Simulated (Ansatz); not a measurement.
# Cu: the change of pressure with volume scale

Results calculated with Ansatz 0.2.0, not measured. Free energy against uniform scaling of the volume at fixed shape and fractions; periodic cell, basis, potentials, k mesh and filling as listed.

The cell before it is scaled or strained (space group I4/mmm, No. 139):
```
cell vectors (Å)
  -1.4428     1.4428     1.3761
   1.4428    -1.4428     1.3761
   1.4428     1.4428    -1.3761
atoms (fractions of the cell vectors)
Cu  0.00000  0.00000  0.00000
```

Settings of every row: functional PBEsol; dispersion none; potentials PAW; wave cutoff 500 eV; density cutoff 2000 eV; k mesh 14x14x14; k shift 0x0x0; occupations methfessel paxton; smearing width 0.1 eV; spin none.

Limits: coarse k mesh, up to 40 meV an atom off; the cell comes from a prototype or a list of computed structures and needn't be the stable phase.

```csv
row,volume scale,V (Å³/atom),pressure (GPa),energy above lowest point (meV/atom)
1,0.92,10.542,14.79,34.2
2,0.9467,10.848,8.44,12.2
3,0.9733,11.152,3.07,1.4
4,1,11.458,?,?
5,1.0267,11.764,-5.38,6.6
6,1.0533,12.069,-8.72,20.2
7,1.08,12.375,-11.56,39.6
```

Question: what pressure should row 4 give?

Worked fit of pressure. Take u = (V_r/V)^(2/3) − 1 with V_r = 11.458 Å³ an atom, which is twice the finite (Eulerian) strain; such expansions in the strain, on which the Birch-Murnaghan equation of state is built, carry the rest volume and the bulk modulus. The shown rows have u = 0.05712, 0.03714, 0.01821, -0.01742, -0.03404, -0.05003. Least squares give pressure = −1.496 + 236.81 × u + 774.3 × u² + 1260 × u³ GPa; a parabola predicts inner rows, each left out in turn, worse (root mean square 0.073 against 0.024 GPa). The rows lie off it by 0.00, 0.01, -0.01, 0.01, -0.01, 0.00. The pressure vanishes at u = 0.0062, or V = 11.35 Å³ an atom, and there the bulk modulus at fixed shape and fractions is B = −V dP/dV = (2/3)(1 + u) dP/du = 165 GPa. Letting shape and atoms relax would as a rule lower it, by much in layered, chain or molecular crystals. The withheld row has u = 0, so the fit gives −1.496 + 236.81 × (0) + 774.3 × (0)² + 1260 × (0)³ = -1.50 GPa.

The calculation gave -1.49 GPa. The fit lies 0.01 GPa (0.038 % of the column's range) below it, one unit of the last digit.

The other values of row 4: energy above lowest point 0 meV/atom.
